In the isolated molecule H₃N–Ag–SH, one H–N–H angle of the ammonia is opened or closed by swinging one hydrogen in the plane of that angle, while all other atoms stay where they were. The angle starts at 107.7°, its value in the PBE0-D4 minimum. The energies sought are costs along this rigid path. If the rest of the molecule could adjust, the cost at the same level of theory could only fall, so the numbers below must not be read as those of a relaxed bend or of a normal mode.

**(a) Before looking at any computed energy, estimate the bending force constant k, and from it the cost of a 12° change. Take as known only that ammonia deforms at roughly 1600 cm⁻¹ and that an N–H bond is about 1.0 Å long (both rough, recalled values).**

*Solution.* For a small change δ of the angle, in radians, the energy is E = ½kδ². A vibration of angular frequency ω with moment of inertia I has k = Iω².

A wavenumber of 1600 cm⁻¹ means ω ≈ 3.0 × 10¹⁴ s⁻¹. Treat the vibration first as one hydrogen of mass m swinging on an arm of length R. Then I = mR² ≈ 1.7 × 10⁻⁴⁷ kg m², and k ≈ 1.5 × 10⁻¹⁸ J, or about 10 eV/rad². If two hydrogens share the motion, each turns through half the angle. The kinetic energy is then halved, I = mR²/2, and k is about 5 eV/rad².

A change of 12° is 0.21 rad, so the cost should lie between 0.1 and 0.2 eV. The factor of two can't be removed by this argument, because a real deformation of ammonia changes several angles at once, in proportions that differ from those of the scan. What the argument does give is the scale: tenths of an electronvolt for tens of degrees.

**(b) The computed energies follow. Use one pair of rows to turn the estimate into a rule with a single parameter, and apply it at 95.7° and 131.7°.**

Rigid scan of one H–N–H angle in isolated H₃N–Ag–SH (AgH4NS), computed with Ansatz 0.2.0 in the def2-TZVPP basis, with a def2 core potential on Ag. The scan starts from the PBE0-D4/def2-TZVP minimum, and each method's energies are counted from its own value at that structure. CCSD and CCSD(T) keep the cores frozen but correlate filled d shells.

```
bend (°)  CCSD(T) (eV)  PBE0-D4 (eV)  B3LYP-D4 (eV)  CCSD (eV)  PBE0-D4 less CCSD(T) (eV)
    83.7        0.4536        0.4555         0.4610     0.4573                     0.0019
    89.7        0.2505        0.2535         0.2565     0.2524                     0.0030
    95.7        0.1083        0.1112         0.1126     0.1089                     0.0029
   101.7        0.0254        0.0272         0.0276     0.0254                     0.0018
   107.7        0.0000        0.0000         0.0000     0.0000                     0.0000
   113.7        0.0302        0.0275         0.0276     0.0309                    -0.0027
   119.7        0.1135        0.1075         0.1081     0.1155                    -0.0060
   125.7        0.2471        0.2369         0.2385     0.2511                    -0.0102
   131.7        0.4275        0.4122         0.4152     0.4342                    -0.0153
```

*Solution.* The CCSD(T) column serves as the reference. Averaging the rows at +12° and −12° removes whatever differs between opening and closing: (0.1083 + 0.1135)/2 = 0.1109 eV. If E = (δ/w)² eV, the width is w = 12°/√0.1109 = 36°. The rule is therefore

E ≈ u² eV, with u = (angle − 107.7°)/36°.

A bend of 36° would cost 1 eV if the parabola held that far. The width corresponds to k = 5.07 eV/rad², at the lower end of the range found in (a). That end came from letting two hydrogens share the vibration, whereas the scan moves only one. There is no contradiction: the number of moving atoms was needed to get k from a frequency, but the cost of a rigid bend contains no inertia. Since the vibration and the scan also change the other angles differently, the close match is partly luck.

- At 95.7°, u = −1/3 and E ≈ 0.111 eV. The table has 0.1083 eV, so the rule is 2.6 % too high. This row helped to set the width.
- At 131.7°, u = 2/3 and E ≈ 0.444 eV. The table has 0.4275 eV, so the rule is 4.0 % too high. This row was not used.

Over the eight displaced rows the error stays below 0.017 eV. In relative terms the rule is worst for the smallest bends, 9.4 % too high at 101.7° and 8.0 % too low at 113.7°, although the error there is only 0.0024 eV.

**(c) Opening and closing by the same amount don't cost the same. Explain the pattern, correct the rule for it, and find how far the corrected rule can be trusted.**

*Solution.* Take half the difference between opening and closing. It is +0.0024 eV at 6°, +0.0026 eV at 12°, −0.0017 eV at 18° and −0.0131 eV at 24°. Small bends are cheaper when the angle closes, large ones when it opens. One odd term can't change sign in this way, but a linear and a cubic term of opposite sign can. Write them as au + cu³ and use the pairs at 12° and 24°:

a/3 + c/27 = 0.0026 eV
2a/3 + 8c/27 = −0.0131 eV

Subtracting twice the first line from the second gives 6c/27 = −0.0183 eV, so c ≈ −0.082 eV, and then a ≈ 0.017 eV. Rounded to easy fractions, the rule becomes

E ≈ u² + u/60 − u³/12 (in eV).

The same two rows now give:

- At 95.7°: 0.1111 − 0.0056 + 0.0031 = 0.1086 eV, against 0.1083 eV.
- At 131.7°: 0.4444 + 0.0111 − 0.0247 = 0.431 eV, against 0.4275 eV, which is 0.8 % too high.

Both rows entered the correction, so the fairer check is at 6° and 18°. There the error is at most 0.0016 eV, at 89.7°. Over the whole table it is at most 0.0044 eV, or 1.0 % of the energy, at 83.7°.

The two odd terms have different origins. The linear one is a matter of where the scan starts. At a true minimum the slope is zero, but the starting structure is the minimum of PBE0-D4 and not of CCSD(T). Along this path the CCSD(T) curve has its lowest point about 0.3° below the starting angle. That shift holds for the basis used here: correlated energies converge slowly with the basis, and no larger one was tried, so part of the shift may be due to the basis and not to the method. In fits to all nine rows the linear coefficient is 0.017 eV for CCSD(T) and 0.019 eV for CCSD, but only about 0.003 eV for the two density functionals. For PBE0-D4 a slope near zero is built in, since that method supplied the structure, and the small remainder may come from the larger basis used for the energies. B3LYP-D4 did not supply the structure; its slope is small only because its lowest point along this path happens to lie at nearly the same angle.

The same tilt accounts for much of the disagreement between PBE0-D4 and CCSD(T). At 131.7° PBE0-D4 lies 0.0153 eV, or 3.6 %, below CCSD(T). Of this, 0.0087 eV is tilt and 0.0066 eV is a slightly softer parabola. On the closing side the two parts oppose each other, and the difference there is no more than 0.0030 eV.

The cubic term is nearly the same in all four methods, so it hardly depends on the electronic method, although all four share one basis and one starting structure. It makes closing stiffer than opening. A natural guess is that the two hydrogens are pushed together, but a spring between them can't be the whole story: a curve harmonic in the H···H distance is about five times too lopsided. Because only one hydrogen moves, opening the scanned angle closes the angle between that hydrogen and the third one, and crowding on that side would offset part of the effect. A model that counts both angles, harmonic in their cosines, comes close to the observed asymmetry. That makes the explanation plausible without proving it, since the cosine form is itself a choice, and the model leaves out the Ag–N–H angle, which changes about as much as the angle to the third hydrogen.

The range can be tested by fitting a cubic to the five inner rows alone, from 95.7° to 119.7°, and predicting the outer four. The predictions are too high by 0.0007 to 0.0038 eV, so doubling the range costs little. Without the cubic term the same test misses by up to 0.022 eV. The output printed below includes the results of these fits.

The corrected rule is too high at both ends of the table, which points to a missing negative term in u⁴, about −0.02 eV at u = 1. Such a term is negligible for small bends but grows sixteenfold when the bend doubles. Beyond 24° the rule is thus an extrapolation whose error rises quickly, and nothing in the table checks it.

For a neighbouring case, the steps matter more than the number 36°. A relaxed scan of the same angle would have a larger width, because the other atoms give way. With phosphine in place of ammonia, the lower deformation frequency reduces k while the longer bond raises it, so the width has to be estimated afresh as in (a), and u counted from the narrower angle of that molecule. The linear term should be carried over to no other case: it depends on which method supplied the starting structure, and it nearly vanishes when the energies come from that same method.

In practice, divide the bend by 36° and square it to get the CCSD(T) energy of this rigid bend in electronvolts, to within 0.02 eV. Add the two odd terms when 0.005 eV matters, and stop at 24° either way.

Numerical output:

```
rounding floor 0.00005 eV in E, 0.05 deg in angle labels; u = (angle - 107.7 deg)/36 deg
CCSD(T): |delta| deg, even part eV, even/u^2 eV, odd part (open-close)/2 eV
     6 0.0278 1.0008 +0.0024
    12 0.1109 0.9981 +0.0026
    18 0.2488 0.9952 -0.0017
    24 0.4405 0.9912 -0.0131
quartic fits a1..a4 (eV), k eV/rad^2, k vs CCSD(T) %, min shift deg, skew a3/a2 per rad, max res eV
  ccsd_t   +0.0170 1.0004 -0.0823 -0.0206  5.068 +0.0 -0.31 -0.131 0.00008
  ccsd     +0.0190 1.0122 -0.0817 -0.0209  5.128 +1.2 -0.34 -0.129 0.00009
  pbe0_d4  +0.0035 0.9867 -0.0808 -0.0238  4.999 -1.4 -0.06 -0.130 0.00010
  b3lyp_d4 +0.0026 0.9955 -0.0830 -0.0220  5.043 -0.5 -0.05 -0.133 0.00008
angle, u, CCSD(T), rule1 u^2, err eV, err %, u/60, -u^3/12, rule2, err eV, err %
   83.7 -0.667 0.4536 0.4444 -0.0092 -2.0 -0.0111 +0.0247 0.4580 +0.0044 +1.0
   89.7 -0.500 0.2505 0.2500 -0.0005 -0.2 -0.0083 +0.0104 0.2521 +0.0016 +0.6
   95.7 -0.333 0.1083 0.1111 +0.0028 +2.6 -0.0056 +0.0031 0.1086 +0.0003 +0.3
  101.7 -0.167 0.0254 0.0278 +0.0024 +9.4 -0.0028 +0.0004 0.0254 -0.0000 -0.1
  113.7 +0.167 0.0302 0.0278 -0.0024 -8.0 +0.0028 -0.0004 0.0302 -0.0000 -0.1
  119.7 +0.333 0.1135 0.1111 -0.0024 -2.1 +0.0056 -0.0031 0.1136 +0.0001 +0.1
  125.7 +0.500 0.2471 0.2500 +0.0029 +1.2 +0.0083 -0.0104 0.2479 +0.0008 +0.3
  131.7 +0.667 0.4275 0.4444 +0.0169 +4.0 +0.0111 -0.0247 0.4309 +0.0034 +0.8
rule1: rms 0.0067 eV, worst 0.0169 eV at 131.7 deg
rule2: rms 0.0019 eV, worst 0.0044 eV at 83.7 deg
rule2 odd terms cancel at |delta| = 16.1 deg
degree 2 fit to inner 5 rows, a = [0.0091 0.9983] outer errors eV [-0.016  -0.0055  0.007   0.0223]
degree 3 fit to inner 5 rows, a = [ 0.0166  0.9983 -0.0792] outer errors eV [0.0025 0.0007 0.0009 0.0038]
two-parameter harmonic forms: K eV, angle0 deg, skew per rad, rms eV, worst eV at angle
  angle     5.03 107.88 +0.000 0.0048 +0.0070 131.7
  cos       5.83 106.72 -0.309 0.0074 -0.0127 131.7
  H..H dist 14.66 105.40 -0.698 0.0203 -0.0302 131.7
  cos+neigh 4.90 107.30 -0.152 0.0026 +0.0041 119.7
if one H moves, threefold N: Ag-N-H 111.2 deg; slopes H-N-H -0.44, Ag-N-H -0.53
k = 5.07 eV/rad^2 = 0.81 aJ/rad^2; rule1 k = 5.07 eV/rad^2; best width 36.0 deg
equivalent wavenumber: one H 1170, both H 1654 cm-1 (rough recalled NH3 deformation 1600)
kT(298 K) = 0.0257 eV; classical rms bend 4.1 deg
PBE0-D4 less CCSD(T) = -0.0131 u -0.0149 u^2 eV, max res 0.0002 eV
  at 131.7 deg: linear -0.0087, quadratic -0.0066, table -0.0153 eV (-3.6 %)
triples, CCSD(T) less CCSD: -0.0037 eV at 83.7, -0.0067 eV at 131.7 deg
```
